Unrestricted Kohn–Sham calculations with Ansatz 0.2.0 for neutral In3 in the quartet state, using PBE with part of its exchange replaced by exact exchange, the def2-TZVP basis and def2 core potentials. All rows share one r2SCAN-D4/def2-SVP geometry and omit spin–orbit coupling; homo and lumo are taken over both spins.

```
exact exchange (%)  homo (eV)  lumo (eV)  homo lumo gap (eV)  spin squared
                 0     -3.694     -3.157               0.537         3.752
                 5     -3.830     -3.027               0.803         3.753
                10     -3.967     -2.898               1.069         3.754
                15     -4.106     -2.770               1.336         3.754
                25     -4.390     -2.528               1.862         3.756
                35     -4.682     -2.317               2.365         3.759
                50     -5.133     -1.997               3.137         3.763
```

The gap between the highest occupied level (HOMO) and the lowest empty level (LUMO) of this indium trimer grows from 0.54 eV to 3.14 eV, although no atom has moved. What changes is the share of exact exchange in the functional. The spin squared stays within 0.013 of the ideal quartet value of 3.75, so the state has not decayed into a mixture of spins. A gap that grows almost sixfold under these conditions reports the functional at least as much as the cluster.

This is the first sign of failure, and it needs no reference value. A property of the cluster should survive a reasonable change of functional, whereas here ten percentage points of exact exchange shift the gap by about half an electronvolt. Both edges take part: from the first row to the last the HOMO falls by 1.44 eV and the LUMO rises by 1.16 eV.

The cause lies in how each functional treats an electron's repulsion from itself. The classical repulsion between electrons includes the repulsion of each electron from its own charge cloud, and exact exchange cancels that part for every filled orbital. PBE cancels it only in part, so its filled levels lie too high. More exact exchange binds them more strongly, and the HOMO falls.

An empty orbital has no such self-repulsion to lose. PBE nevertheless gives it an exchange attraction, because its exchange potential depends on the density at and close around each point and not on whether the orbital is filled. Exact exchange attracts an empty orbital only through its overlap with filled orbitals of the same spin, which is usually a weaker pull. As PBE exchange is replaced, the empty level therefore rises.

The same fault appears when electrons are added or removed in fractions. The exact energy runs in straight segments between whole electron numbers, and the slopes of these segments are minus the energy needed to remove an electron and minus the energy gained by adding one. The PBE energy sags below the segments, which puts its HOMO too high and its LUMO too low. Full exact exchange tends to err the other way, so some intermediate share usually comes close to straight segments. The gap alone does not tell which share that is.

If the orbitals keep their shape, each level moves in proportion to the share:

ε(a) ≈ ε(0) + (a/100) · (X_exact − X_PBE)

Here ε is the level energy, a is the share of exact exchange in per cent, and each X is the exchange energy that the orbital feels from the operator named. The bracket is negative for the HOMO and positive for the LUMO, so the gap should open along a nearly straight line. A line fitted to all seven rows misses none of them by more than 0.02 eV. The simple picture thus describes the trend roughly. Part of the straightness is compensation, however: at high shares the HOMO falls somewhat faster while the LUMO rises more slowly. Nor does a straight line make any one of the gaps correct.

The second failure is easier to overlook, because the gap looks so regular. Up to 15 % the LUMO rises by about 26 meV per percentage point, but beyond 25 % by only about 21 meV. The LUMO is by definition the lowest of several empty levels. When two rising lines cross, the lower of them continues with the smaller slope, so a sudden flattening is the mark of a change of orbital.

The levels of the same calculations, sorted by spin, confirm the change. Up to 15 % the lowest empty level belongs to the spin-down electrons, the minority spin in this quartet. At 25 % and 35 % it belongs to the spin-up electrons, and interpolation places the crossing near 22 %. The column headed lumo thus joins at least two different orbitals into one curve. There may be a third: with pure PBE the two lowest spin-down levels lie only about 1 meV apart, and their slopes run smoothly only if these two change places below 5 %.

The last row allows a test. A straight line was fitted to the lowest empty level of each spin over the six rows up to 35 %, and both lines were then extended to 50 %, a row that neither fit had used. The spin-up line gives

−3.051 eV + 50 × 0.02094 eV = −2.004 eV

while the table has −1.997 eV. The spin-down line ends 0.12 eV above the tabulated value. The LUMO at 50 % therefore very probably still belongs to the spin-up electrons.

Why the spin-down level rises faster is less certain. The three unpaired electrons of the quartet occupy spin-up orbitals built mainly from indium 5p. Under exact exchange an empty spin-up orbital is attracted to them, which may make up for part of the PBE attraction that is lost, while an empty spin-down orbital has no such partners. This alone does not settle the matter, because PBE exchange also treats the two spins separately and so gives the spin-down level no attraction to the unpaired electrons either. What counts is the difference between the two kinds of exchange for each orbital, which the levels do not show separately. They do show that the pattern is not a quirk of one orbital: from 0 to 35 % each of the four lowest empty spin-down levels rises by about 0.9 eV, and each of the four lowest empty spin-up levels by less than 0.8 eV.

The crossing changes what the gap means. With pure PBE it runs from a spin-up HOMO to a spin-down LUMO, so it is not the gap for lifting an electron without turning its spin; between spin-up levels the distance is 0.64 eV. The order of the empty levels also suggests which spin an added electron would take: spin-down, giving a triplet anion, at low shares, and spin-up, giving a quintet, at high shares. This hint is weak, because the two levels lie only about 0.1 eV apart or less up to 35 %. Spin–orbit coupling, which these calculations omit, is strong in an element as heavy as indium and could mix or reorder them.

In practice, a gap of this kind should be quoted only together with the share of exact exchange, and the value at 25 %, a common default, deserves no special trust. If the cost of removing or adding an electron is wanted, it is better taken from total energies of the neutral cluster and its ions at the same geometry, with diffuse basis functions for the anion. The share can then be tuned until minus the HOMO energy equals the cost of removing an electron, computed with that same share. The levels should be printed separately for each spin, and a doublet should be computed too before the quartet is taken for the ground state.

The output below lists the slopes from row to row and the fitted lines.

The analysis program printed:

```
Slopes from the row before in meV per percentage point:
  row    HOMO   LUMO    gap
    5   -27.2     26   53.2
   10   -27.4   25.8   53.2
   15   -27.8   25.6   53.4
   25   -28.4   24.2   52.6
   35   -29.2   21.1   50.3
   50  -30.07  21.33  51.47
Gap at 50 % divided by gap at 0 %: 5.842
Opening of the gap from 0 to 50 % in eV: 2.6
Fall of the HOMO from 0 to 50 % in eV: 1.439
Rise of the LUMO from 0 to 50 % in eV: 1.16
Spin-up gap at 0 % in eV: 0.6448
Spin-up minus spin-down lowest empty level at 0 % in eV: 0.108
Spin-up minus spin-down lowest empty level at 35 % in eV: -0.05141
Rise of lowest spin-down empty level from 0 to 35 % in eV: 0.8921
Rise of lowest spin-up empty level from 0 to 35 % in eV: 0.7327
Share at which the two empty levels cross in %: 22.33
Largest excess of spin squared over 3.75: 0.013
fit of up_v on 6 rows (exact_exchange < 40): constant -3.051 +/- 0.0009, coefficient of exact_exchange 0.02094 +/- 4.7e-05; rms 0.00112, worst 0 -0.00156, leave-one-out rms 0.00212
  rows outside the fit (model, value, miss): 50 -2.004, -1.997, -0.0068
fit of dn_v on 6 rows (exact_exchange < 40): constant -3.154 +/- 0.0015, coefficient of exact_exchange 0.02547 +/- 7.7e-05; rms 0.00184, worst 0 0.00272, leave-one-out rms 0.00349
  rows outside the fit (model, value, miss): 50 -1.881, -1.997, 0.116
fit of homo_lumo_gap on 7 rows: constant 0.5476 +/- 0.0061, coefficient of exact_exchange 0.05197 +/- 0.00024; rms 0.00869, worst 25 -0.0152, leave-one-out rms 0.0137
```
